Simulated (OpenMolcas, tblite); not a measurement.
**CHFGaN (SMILES N#[C][GaH][F]): the dipole moment, rung by rung**

CHFGaN: 5 atoms, total charge 0, spin state singlet. SMILES: `N#[C][GaH][F]`. Geometry: relaxed at PBE0-D4/def2-TZVP.

Each level gives the dipole moment (D). The values are calculated.

| level | kind | program | value (D) | CPU time |
| --- | --- | --- | --- | --- |
| GFN2-xTB | semi-empirical | tblite | 3.15 | under 2 s |
| HF/cc-pVDZ | Hartree–Fock | OpenMolcas | 3.42 | 10 s |
| SVWN5/cc-pVDZ | LDA | OpenMolcas | 3.03 | 26 s |
| BLYP/cc-pVDZ | GGA | OpenMolcas | 2.91 | 36 s |
| PBE/cc-pVDZ | GGA | OpenMolcas | 2.94 | 36 s |
| revPBE/cc-pVDZ | GGA | OpenMolcas | 2.92 | 36 s |
| TPSS/cc-pVDZ | meta-GGA | OpenMolcas | 2.94 | 54 s |
| M06-2X/cc-pVDZ | hybrid meta-GGA | OpenMolcas | 3.13 | 43 s |

All-electron rows without a relativistic Hamiltonian named are non-relativistic. The values span 2.91 to 3.42 D. CPU times are rough (shared hosts, several kinds of processor): they show what a rung costs within a factor of a few.

Every level gives a strongly polar molecule, with a dipole moment between 2.91 and 3.42 D. This fits gallium(III) bound to two electron-withdrawing ligands. Fluorine draws density through the σ framework, while cyanide carries much of its negative charge out to the terminal nitrogen, which lengthens the charge separation. In the roughly trigonal arrangement expected for three-coordinate gallium, these two contributions partly reinforce each other, and the weakly hydridic hydrogen offsets them only in part.

Hartree–Fock gives the largest moment, the semilocal functionals cluster at 2.91 to 3.03 D, and M06-2X falls between at 3.13 D, probably because exact exchange keeps more charge localised on the ligands while correlation reduces the polarity. The GGA and meta-GGA values are too close together to give their order any chemical meaning, and the closeness of GFN2-xTB to M06-2X may be fortuitous. Without diffuse functions in the basis or a correlated wavefunction reference, the series establishes strong polarity but not which functional is most accurate.
